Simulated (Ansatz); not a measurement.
**F2HInS: structure from calculated spectroscopic constants**

These gas-phase data were calculated for one isomer of F2HInS at PBE0-D4/def2-SVP (harmonic, unscaled wavenumbers; equilibrium rotational constants with average atomic masses):

| Property | Result |
| --- | --- |
| rotational constants | 4.9, 2.296, 1.563 GHz |
| all wavenumbers above 1500 cm⁻¹ | 2706 |

Candidates:

(1) `F[S][InH][F]`, a singlet
(2) `[F][In]([F])[SH]`, a singlet

Question: Assign the data to one candidate and say why.

Answer: Candidate (2). The band at 2706 cm⁻¹ lies where the S–H stretch is expected; (1) has no mode between 2500 and 2800 cm⁻¹.

The same quantities for all candidates:

```tsv
	rotational constants (GHz)	wavenumbers above 1500 cm⁻¹	E above the lowest, PBE0-D4/def2-SVP (kcal/mol)
(1)	8.023, 1.634, 1.358	1875	50.1
(2)	4.9, 2.296, 1.563	2706	0.0
```

Harmonic stretches to hydrogen usually lie a few per cent above observed fundamentals. Each candidate is one conformer. Atoms past krypton carry core potentials. Programs: Ansatz 0.2.0.

The rotational constants support the assignment to (2) independently of the S–H band. Placing one fluorine on sulfur stretches the heavy-atom frame into an F–S–In–F chain, which gives (1) its larger first constant and smaller other two. In (2), both fluorines sit on indium and the mass is spread more evenly. The constants of both isomers fit a planar structure, as expected for three-coordinate indium(III) with an empty out-of-plane p orbital; sulfur lone-pair donation into that orbital may help to keep the S–H bond of (2) in the plane.

The 1875 cm⁻¹ mode of (1) is the In–H stretch. It lies far below the S–H stretch mainly because the bond is softer, since hydrogen dominates the reduced mass in both. The energy order follows from bond polarity: (2) pairs fluorine with electropositive indium, whereas (1) has a weak S–F bond between two lone-pair-rich atoms. The 50.1 kcal/mol gap doesn't reveal the barrier to interconversion.
